**Notebook page: charges and gaps of two cubic perovskites**

The charges and band gaps of ZrPbO₃ and TaSnO₃ are blank in the table below. How closely can they be estimated from the other rows before the calculation is consulted?

Oxides and chalcogenides, relaxed within their starting symmetry with Ansatz 0.2.0 (PBEsol, scalar-relativistic plane-wave PAW, 420 eV cutoff, no spin polarisation, Gamma-centred k mesh, Gaussian smearing). Bader charges are means over the atoms of an element, positive for lost electrons. Valence electrons count s and p, plus the d shell in groups 3 to 12.

| formula | space group | volume per atom (Å³) | shortest distance (Å) | pair at the shortest distance | valence electrons an atom | neighbours of the non-metal within 15 % of its shortest distance | k mesh | smearing width | most negative Bader charge (e) | most negative element | most positive Bader charge (e) | most positive element | band gap on mesh (eV) |
| --- | --- | --- | --- | --- | --- | --- | --- | --- | --- | --- | --- | --- | --- |
| Ba3PbO | Pm-3m | 31.76 | 2.708 | Ba-O | 3.20 | 6 | 8×8×8 | 0.1 eV | -1.85 | Pb | 1.10 | Ba | 0.000 |
| HfPbO3 | Pm-3m | 13.98 | 2.059 | Hf-O | 5.20 | 2 | 8×8×8 | 0.02 eV | -1.31 | O | 2.59 | Hf | 2.374 |
| ZrPbO3 | Pm-3m | 14.21 | 2.071 | O-Zr | 5.20 | 2 | 6×6×6 | 0.02 eV | ? | ? | ? | ? | ? |
| TaSnO3 | Pm-3m | 13.04 | 2.012 | O-Ta | 5.40 | 2 | 10×10×10 | 0.1 eV | ? | ? | ? | ? | ? |
| SrTiO3 | Pm-3m | 11.78 | 1.946 | O-Ti | 4.80 | 2 | 8×8×8 | 0.02 eV | -1.27 | O | 2.22 | Ti | 1.852 |
| ZnInGaO4 | R3m | 11.67 | 1.914 | Ga-O | 6.00 | 4 | 12×12×12 | 0.02 eV | -1.23 | O | 1.86 | Ga | 1.173 |
| BaPbO3 | Imma | 15.67 | 2.175 | O-Pb | 4.80 | 2 | 8×8×8 | 0.01 eV | -1.17 | O | 1.96 | Pb | 0.272 |
| ZrSnTe | P4/nmm | 23.64 | 2.858 | Sn-Sn | 4.67 | 5 | 10×10×4 | 0.1 eV | -0.88 | Te | 1.34 | Zr | 0.000 |

A Bader charge comes from cutting the electron density into one region per atom, along the surfaces where the density is lowest between neighbours, and counting the electrons in each. There are two limiting cases. If the metals gave their electrons up completely, oxygen would carry −2 e; if every bond were shared equally, it would carry nothing. In the four known oxides with oxygen as the most negative element, it carries −1.17 to −1.31 e, so these crystals lie nearer the ionic limit.

Covalency is a likely cause of the missing charge. The filled oxygen bands contain some metal orbital, so their electrons spend part of their time on the metal. Other things being equal, the lower the metal's empty levels lie, the stronger this mixing and the smaller the metal's charge.

Lead shows how far Bader and formal charges can part. From Pb(II) in HfPbO₃ to Pb(IV) in BaPbO₃ the formal charge rises by two, but the Bader charge by only 0.63 e. In the same runs the Pb 6s occupation falls by 0.77 electrons while 6p gains 0.45. The nominally empty 6s shell is thus far from empty, as covalency requires, although the two crystals also differ in structure and partner metal.

**Forecast for ZrPbO₃.** HfPbO₃ is the natural guide, with the same structure and the same number of valence electrons. Zirconium's 4d levels should lie slightly below hafnium's 5d levels and take back a little more density. I therefore lower the metal charge by 0.1 e and make oxygen 0.03 e less negative; the direction is argued, the sizes are judgement. The gap is copied unchanged, because the lowest empty states may belong largely to lead's 6p levels, and lead is common to both crystals.

- O is the most negative element, −1.28 ± 0.06 e.
- Zr is the most positive element, +2.49 ± 0.15 e.
- The gap is 2.37 ± 0.3 eV.

**Forecast for TaSnO₃.** I assume Sn(II), which leaves Ta(IV) with one d electron. Oxygen gets the mean of the four known oxides, −1.245 e, and tin borrows the +1.33 e of Pb(II) in HfPbO₃. The cell is neutral, so tantalum must balance three oxygens and one tin: 3 × 1.245 − 1.33 = 2.41 e.

The gap follows from counting. Five atoms with 5.40 valence electrons each make 27, an odd number. Without spin polarisation each band holds two electrons per cell, so at least one band stays partly filled. The table hints at the same answer: the smearing of 0.1 eV is otherwise found only in the two known rows without a gap. In the same way, the narrow smearing of ZrPbO₃ hints that it has one.

- O is the most negative element, about −1.25 ± 0.10 e.
- Ta is the most positive element, +2.41 ± 0.3 e.
- The gap is exactly zero.

The ranges are judgement, not statistics.

The withheld rows as computed:

| formula | space group | volume per atom (Å³) | shortest distance (Å) | pair at the shortest distance | valence electrons an atom | neighbours of the non-metal within 15 % of its shortest distance | k mesh | smearing width | most negative Bader charge (e) | most negative element | most positive Bader charge (e) | most positive element | band gap on mesh (eV) |
| --- | --- | --- | --- | --- | --- | --- | --- | --- | --- | --- | --- | --- | --- |
| ZrPbO3 | Pm-3m | 14.21 | 2.071 | O-Zr | 5.20 | 2 | 6×6×6 | 0.02 eV | -1.29 | O | 2.56 | Zr | 2.336 |
| TaSnO3 | Pm-3m | 13.04 | 2.012 | O-Ta | 5.40 | 2 | 10×10×10 | 0.1 eV | -1.28 | O | 2.64 | Ta | 0.000 |

All the values fall within their ranges, and the elements are the expected ones. For ZrPbO₃ the gap is 0.04 eV below the forecast and oxygen is off by only 0.01 e. Zirconium is 0.07 e more positive than forecast. It lies just 0.03 e below hafnium, so my correction was too large and a plain copy would have been closer. So small a difference can't confirm the argument about the d levels.

The gap hardly moves between the two lead compounds. In both, the lowest empty state on the mesh lies at the X point, on the boundary of the Brillouin zone, while in SrTiO₃ it lies at the centre. That would fit a band edge with much lead 6p in it, but the orbital make-up of these states wasn't examined.

Tantalum is the largest miss, 0.23 e above the forecast. Neutrality shows where it arises: tin carries 3 × 1.28 − 2.64 = 1.20 e, less than the borrowed lead value, and each oxygen is slightly more negative than assumed. Both push tantalum up, by similar amounts. Tin may share more density with oxygen than lead does, in a cell that is also smaller, or the odd electron may spread partly onto tin. With no second Sn(II) oxide in the table, I can't separate the two. Tantalum even ends up slightly more positive than hafnium, although its 5d levels should lie lower and Ta(IV) formally keeps a d electron. The covalency argument alone would have put the two in the wrong order.

Two simpler rules show what the chemical detail was worth. One common share of the formal charge, fitted to the most positive metals of the four known oxides, comes to 57 %. It gives zirconium and tantalum the same 2.29 e, too low by 0.27 and 0.35 e. Such a rule can't tell lead, with its low-lying 6s level, from an early transition metal. The other rule is to copy hafnium's 2.59 e to both metals. It misses zirconium by 0.03 e and tantalum by 0.05 e, closer than my forecasts in both cases. Here the choice of a near relative in the same structure was worth more than the corrections added to it, though for tantalum the close match may be partly luck. Ba₃PbO, where lead is the most negative element, and the metal ZrSnTe with its tin net were left out of this fit. The printed output after this text gives the details.

The two gaps need different cautions. The agreement between ZrPbO₃ and HfPbO₃ shows that they are alike in this calculation, not that either gap is right: PBEsol usually makes gaps too small, spin–orbit coupling is missing, and tilting or shifting of the atoms would change them. The zero gap of TaSnO₃ is forced by the odd count and the absence of spin. A magnetic or distorted state may lie lower and could have a gap. Nor does an even count guarantee one: Ba₃PbO has 16 valence electrons per cell and still comes out metallic in this calculation, because its bands overlap. The small gap of BaPbO₃ in the table doesn't prove an insulator either: the k mesh can miss the band edges, and in experiment the compound conducts like a metal.

The analysis program printed:

```
Electron count and share of the formal charge:
       row  valence electrons a cell  formal charge of the most positive element  share kept by it  share kept by the most negative element
    Ba3PbO                        16                                           2              0.55                                   0.4625
    HfPbO3                        26                                           4            0.6475                                    0.655
    ZrPbO3                        26                                           4              0.64                                    0.645
    TaSnO3                        27                                           4              0.66                                     0.64
    SrTiO3                        24                                           4             0.555                                    0.635
  ZnInGaO4                        42                                           3              0.62                                    0.615
    BaPbO3                        48                                           4              0.49                                    0.585
    ZrSnTe                     28.02                                           4             0.335                                     0.44
fit of pos on 4 rows (plain): coefficient of formal 0.573 +/- 0.036; rms 0.237, worst BaPbO3 0.332, leave-one-out rms 0.325
  rows outside the fit (model, value, miss): Ba3PbO 1.146, 1.1, 0.046; ZrPbO3 2.292, 2.56, -0.268; TaSnO3 2.292, 2.64, -0.348; ZrSnTe 2.292, 1.34, 0.952
Largest difference of cube edge (five atoms) and twice the shortest bond in the two withheld rows [Å]: 0.0008454
Rise of the Pb charge from HfPbO3 to BaPbO3 [e]: 0.6314
Fall of the Pb 6s occupation from HfPbO3 to BaPbO3 [electrons]: 0.7681
Rise of the Pb 6p occupation from HfPbO3 to BaPbO3 [electrons]: 0.4517
Forecast O charge in ZrPbO3, range 0.06 either way [e]: -1.28
Computed less forecast, O in ZrPbO3 [e]: -0.01
Forecast Zr charge in ZrPbO3, range 0.15 either way [e]: 2.49
Computed less forecast, Zr in ZrPbO3 [e]: 0.07
Zr charge in ZrPbO3 less Hf charge in HfPbO3 [e]: -0.03
Forecast gap of ZrPbO3, range 0.3 either way [eV]: 2.374
Computed less forecast, gap of ZrPbO3 [eV]: -0.038
Forecast O charge in TaSnO3, range 0.10 either way [e]: -1.245
Computed less forecast, O in TaSnO3 [e]: -0.035
Forecast Ta charge in TaSnO3, range 0.3 either way [e]: 2.406
Computed less forecast, Ta in TaSnO3 [e]: 0.2336
Computed gap of TaSnO3, forecast zero [eV]: 0
```
